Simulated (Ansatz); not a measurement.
A series in volume ratio on B2Ru

All results are calculated (Ansatz 0.2.0). Plane-wave density functional theory, PAW datasets, Gaussian smearing 0.05 eV: equation of state, the given cell scaled in volume with shape and atoms relaxed at each volume.

The cell before it is scaled or strained (space group I4/mmm, No. 139):
```
cell vectors (Å)
  -1.3621     1.3621     3.4058
   1.3621    -1.3621     3.4058
   1.3621     1.3621    -3.4058
atoms (fractions of the cell vectors)
Ru  0.00000  0.00000  0.00000
B   0.32360  0.32360  0.00000
B   0.67640  0.67640  0.00000
```

Settings of every row: paw set soft_2; functional PBEsol; spin treatment none; moment partition spheres; spin axis none; wave cutoff 420 eV; k mesh 16x16x16; symmetry use detected.

Atom hubbard u: 0 on all atoms.

Limits: the cell comes from a prototype or a list of computed structures and needn't be the stable phase.

| row | volume ratio | V (Å³/atom) | energy above given cell (meV per atom) | pressure (GPa) |
| --- | --- | --- | --- | --- |
| 1 | 0.96 | 8.089 | 15.53 | 15.333 |
| 2 | 0.98 | 8.257 | 3.74 | 7.258 |
| 3 | 1 | 8.426 | 0 | -0.02 |
| 4 | 1.02 | 8.594 | ? | ? |
| 5 | 1.04 | 8.763 | 13.64 | -12.509 |

Question: what energy above given cell and pressure should row 4 give?

Worked fit of energy above given cell. Take u = (V_r/V)^(2/3) − 1 with V_r = 8.3415 Å³ an atom, which is twice the finite (Eulerian) strain; such expansions in the strain, on which the Birch-Murnaghan equation of state is built, carry the rest volume and the bulk modulus. The shown rows have u = 0.0207, 0.00681, -0.0067, -0.03233. Least squares give energy above given cell = 0.91 + 276.68 × u + 20739.2 × u² meV per atom; a straight line predicts inner rows, each left out in turn, worse (root mean square 9.1 against 0.033 meV per atom). The rows lie off it by 0.01, -0.02, 0.01, 0.00. Its lowest point lies at u = -0.0067, or V = 8.426 Å³ an atom, and the curvature there gives the bulk modulus with shape and atoms relaxed, B = (4/9)(1 + u)² E″(u)/V = 346 GPa. The withheld row has u = -0.01968, so the fit gives 0.91 + 276.68 × (-0.01968) + 20739.2 × (-0.01968)² = 3.50 meV per atom.

The calculation gave 3.54 meV per atom. The fit lies 0.04 meV per atom (1.1 % of the value, 0.26 % of the column's range) below it; its largest miss of a shown row is 0.02 meV per atom.

Worked fit of pressure. Take u = (V_r/V)^(2/3) − 1 with V_r = 8.3415 Å³ an atom, which is twice the finite (Eulerian) strain; such expansions in the strain, on which the Birch-Murnaghan equation of state is built, carry the rest volume and the bulk modulus. The shown rows have u = 0.0207, 0.00681, -0.0067, -0.03233. Least squares give pressure = 3.5277 + 541.075 × u + 1395.75 × u² GPa; a straight line predicts inner rows, each left out in turn, worse (root mean square 0.61 against 0.039 GPa). The rows lie off it by 0.007, -0.019, 0.015, -0.003 (root mean square 0.013 GPa). The pressure vanishes at u = -0.0066, or V = 8.425 Å³ an atom, and there the bulk modulus with shape and atoms relaxed is B = −V dP/dV = (2/3)(1 + u) dP/du = 346 GPa. The withheld row has u = -0.01968, so the fit gives 3.5277 + 541.075 × (-0.01968) + 1395.75 × (-0.01968)² = -6.580 GPa.

The calculation gave -6.596 GPa. The fit lies 0.016 GPa (0.057 % of the column's range) above it; its largest miss of a shown row is 0.019 GPa.
